## Which way does a stretched crystal want to change its shape?

Take a hexagonal crystal, hold its volume fixed, and make it taller and thinner or flatter and wider. At which shape does the energy stop falling, and could that shape have been named beforehand from symmetry or from the pressure? The table follows such a path for a cell of TiO, treated with density functional theory without magnetism. The axial ratio $x$ is the height-to-width ratio $c/a$ divided by its starting value, the energy change is counted from the starting cell, and a negative pressure means tension.

TiO (P-6m2, 2 atoms per cell, starting from an unrelaxed cell with a = 3.031 Å, c = 3.238 Å), stretched or flattened along c at fixed volume and fractional coordinates. Ansatz 0.2.0, plane-wave PAW, scalar-relativistic PBEsol, no spin polarisation, cutoff 420 eV, k mesh 18×18×16, Gaussian smearing 0.15 eV. Energies are free energies; pressure is positive in compression.

| axial ratio (over its starting value) | energy change (meV/atom) | pressure (GPa) |
| --- | --- | --- |
| 0.8 | 69.9 | -36.74 |
| 0.85 | -6.5 | -38.83 |
| 0.92 | -43.6 | -40.26 |
| 0.96 | -32.5 | -40.47 |
| 1 | 0.0 | -40.40 |
| 1.05 | 68.9 | -40.04 |
| 1.1 | 167.3 | -39.41 |
| 1.2 | 444.5 | -37.32 |
| 1.3 | 810.7 | -34.05 |

The energy has a single valley, with its lowest row at $x = 0.92$, where it lies 43.6 meV an atom below the starting cell. The three negative entries therefore belong to one smooth valley and don't signal a new phase. They show that the starting shape was too tall for this volume.

### Symmetry leaves the shape free

A cubic crystal is the useful limiting case. Stretched along a cube edge at fixed volume, it must have a stationary energy at the cubic shape, because its three axes are equivalent and none can be favoured. In the hexagonal cell no symmetry operation turns the vertical axis into a horizontal one. The valley may then lie at any $c/a$, and only the forces within the crystal decide where.

### The difference of two stresses drives the change

At fixed volume the height grows as $x^{2/3}$ and each width shrinks as $x^{-1/3}$. A small change of $\ln x$ thus strains the axis by two thirds of that amount and the two directions across it by minus one third each. Adding the work done in the three directions gives

$$\frac{dE}{d\ln x} = -\frac{2}{3}\,V\,(P_\text{along}-P_\text{across}),$$

where $E$ is the energy and $V$ the volume, both per atom, and the two $P$ are the stresses along and across the axis, positive in compression.

A closed gas cylinder with a sliding partition works in the same way. The partition moves according to the difference between the pressures on its two sides, however high or low their average may be. The likeness ends there: the cylinder holds two separate bodies of gas, whereas the crystal is one body whose stress depends on direction.

In the starting cell the same calculation gives a tension of 53.7 GPa along the axis and 33.7 GPa across it. The stronger pull along the axis means that the crystal lowers its energy by becoming shorter and wider. The two stresses become equal at $x \approx 0.92$, just where the energy is lowest. In still flatter cells the stronger tension lies across the axis and pulls the shape back.

The step from $x = 1$ to $x = 1.05$ shows the size of the effect. The stress difference goes from −19.96 to −32.89 GPa, with a mean of −26.43 GPa. With 12.88 Å$^3$ an atom, and 160.2 GPa equal to 1 eV/Å$^3$,

$$\Delta E \approx \frac{2}{3}\times 12.88\times\frac{26.43}{160.2}\times\ln 1.05 \approx 0.069\ \text{eV}.$$

The table has 68.9 meV an atom for this step. The output below repeats the estimate for each pair of neighbouring rows, with no adjustable constant, and the largest miss is 0.7 meV an atom, in a step of 277 meV. Such agreement shows that the computed energies and the stress difference belong together, though it can't test the average of the stresses, which cancels from the difference. It doesn't explain why the stresses have these values; for that one must look at the atoms.

### What the atoms gain and lose

Each atom has six neighbours of the other element, six of its own kind across the axis and two of its own kind along it. The Ti–O distance in the starting cell is 2.38 Å, against very roughly 2.1 Å in ordinary titanium monoxide, a recalled value. Bonds stretched so far should lower their energy by shortening, and flattening the cell does shorten them, if only from 2.384 Å at $x = 1$ to 2.363 Å at $0.92$. The stresses fit this picture: if each Ti–O bond simply pulled along its own line, the tension along the axis would exceed that across it by the factor $(c^2/4)/(a^2/6)$, about 1.7 in the starting cell, and the computed factor is about 1.6. This makes the stretched Ti–O bonds a likely reason for the fall in energy from $x = 1$ to $0.92$.

Suppose now that only the Ti–O bonds mattered. Their length obeys $d^2 = a^2/3 + c^2/4$, which at fixed volume is smallest when $c/a = \sqrt{2/3}$, or about 0.82. With a starting $c/a$ of 1.068, that is $x \approx 0.76$, flatter than any cell in the table. The real valley comes much earlier, so something else resists the flattening while the Ti–O bonds are still getting shorter. A likely candidate is the crowding of like atoms along the axis, whose spacing falls from 3.06 Å at $x = 0.92$ to 2.79 Å at $x = 0.8$, but these numbers can't separate it from a pull between like atoms across the axis, whose spacing grows from 3.116 to 3.265 Å over the same range, or from changes in the bond angles and in the metallic bands.

### Why the tall end costs so much more

The energy at $x = 1.3$ is 854 meV an atom above the lowest row, but at $x = 0.8$ only 114 meV. Most of this contrast comes from the choice of end points. On the logarithmic scale that the strain follows, the tall end lies about 2.5 times as far from the valley, and in a simple parabola the energy grows with the square of the distance, here about sixfold. The actual factor is about 7.5, so the valley is only moderately steeper on the tall side.

The geometry suggests a reason for the extra steepness. The closest like atoms are almost equally near at the two ends, about 2.8 Å apart, but each atom has two such contacts in the flattest cell and six in the tallest. The Ti–O bonds are also longest in the tallest cell. How much each contributes remains open.

### What the pressure does and doesn't show

The pressure is the average of the stresses in the three directions, so it hides the difference that drives the shape. Over the whole scan it varies by only 6 GPa, while the stress difference varies by 127 GPa. Its lowest row is $x = 0.96$, where the energy is already rising again. As the cell gets taller the tension along the axis grows and the two tensions across it ease; the pressure turns where these changes cancel, a condition different from the two stresses being equal.

The pressure answers another question: how the energy responds to a change of volume at fixed shape. Around $x = 0.92$ it still falls as the cell gets taller, which means that expansion makes slightly taller cells relatively more costly. A slightly larger volume would therefore shift the valley towards flatter cells, and a slightly smaller one towards taller cells. The shift is small: between $x = 0.85$ and $0.96$ the pressure changes by 1.64 GPa and the stress difference by 27.09 GPa, and the first over two thirds of the second is about 0.09, so a change of one per cent in volume is expected to move the valley by roughly a tenth of a per cent.

That estimate holds only for small changes, and the volume itself is far from equilibrium. The cutoff was not varied here; an incomplete plane-wave basis is expected to add some spurious tension, though normally far less than is seen in this scan. A tension near 40 GPa is much too large to blame on the usual volume error of the functional, and it casts doubt on the reported structure or composition of the cell. The valley at $x = 0.92$ is thus the best shape of this stretched, non-magnetic model crystal, not a prediction for a real sample of TiO. Whether a magnetic state lies lower at such long bonds is untested.

Numerical output:

```
Geometry in angstrom and stress in GPa and energies in meV an atom:
   row  like atoms across  like atoms along   Ti-O  stress along less across  step from stress  step in table  above lowest row
   0.8              3.265              2.79  2.345                     29.73               n/a            n/a             113.5
  0.85                3.2             2.906   2.35                     17.23            -76.29          -76.4              37.1
  0.92              3.116             3.063  2.363                   0.06071            -36.66          -37.1                 0
  0.96              3.073             3.151  2.373                     -9.86             11.18           11.1              11.1
   1.0              3.031             3.238  2.384                    -19.96             32.62           32.5              43.6
  1.05              2.982             3.345    2.4                    -32.89              69.1           68.9             112.5
   1.1              2.936              3.45  2.419                    -46.22             98.61           98.4             210.9
   1.2              2.852             3.656  2.461                    -72.95             277.9          277.2             488.1
   1.3              2.777             3.857  2.508                    -97.49             365.6          366.2             854.3
Largest miss of a step from stress (meV/atom): 0.6522
Axial ratio where the two stresses are equal (interpolated): 0.9202
True c/a at that point: 0.9831
True c/a of the starting cell: 1.068
Number of steps in which the energy falls: 2
Energy rise from 0.92 to 0.8 (meV/atom): 113.5
Energy rise from 0.92 to 1.3 (meV/atom): 854.3
Rise over squared log distance at 0.8 (meV/atom): 5811
Rise over squared log distance at 1.3 (meV/atom): 7147
Ratio of these two stiffnesses: 1.23
Log distance from 0.92 to 1.3 over that to 0.8: 2.474
Span of the pressure over the scan (GPa): 6.42
Span of the stress difference over the scan (GPa): 127.2
Pressure change from 0.85 to 0.92 (GPa): -1.43
Pressure change from 0.92 to 0.96 (GPa): -0.21
```
